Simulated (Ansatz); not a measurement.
# Loss of CH4: C4H12Sn → C3H8Sn + CH4

Gas-phase species: C4H12Sn `CC(C)[CH2][SnH3]`, singlet; C3H8Sn `C=C[CH2][SnH3]`, singlet; CH4 `C`, singlet. This is a balance of energies; it says nothing on the path, which may need atoms to shift.

Shapes, held fixed at every level: PBE0-D4/def2-TZVP. Flexible molecules stand in one conformer, not always the lowest. Programs: Ansatz 0.2.0. Electronic energies: no zero-point or thermal term.

Question: Estimate ΔE of this reaction.

Answer: MP2/def2-TZVPP gives ΔE = +96.3 kJ/mol; the levels span +70.9 to +122.8. The median of the levels is +96.3. No measured value is set beside it here. For atoms past krypton def2 sets carry core potentials with scalar relativity. Outer-core shells of Sn are correlated, in sets that cover them unevenly.

```tsv
level	kind	ΔE (kJ/mol)
SPW92/def2-TZVPP	LDA	+122.8
PBE-D4/def2-TZVPP	GGA	+85.2
PBE0-D4/def2-TZVPP	global hybrid	+97.3
r2SCAN0-D4/def2-TZVPP	global hybrid	+96.3
B2PLYP/def2-TZVPP	double hybrid	+70.9
MP2/def2-SVP	perturbation theory	+104.2
CCSD/def2-SVP	coupled cluster or CI	+94.9
MP2/def2-TZVPP	perturbation theory	+96.3
```

Every level makes loss of methane clearly endothermic, so the sign is secure even though the magnitude depends on the method. Tin keeps its three hydrogens and its bond to carbon. The net change is in the carbon skeleton, where a C–C σ bond is given up for the weaker π component of a C=C bond, while the number of C–H bonds stays the same. Hyperconjugation between the C–Sn σ bond and the new π system should stabilise the allylstannane somewhat, but not enough to offset that loss.

The close match between CCSD/def2-SVP at +94.9 and MP2/def2-TZVPP at +96.3 is weaker support than it looks. MP2 falls from +104.2 when the basis is enlarged, and a similar shift in CCSD would put it below the larger-basis MP2 value. The low B2PLYP result may partly reflect missing dispersion attraction in the branched reactant. Without the analogous tin-free reaction, the energies do not show how much the stannyl group contributes.
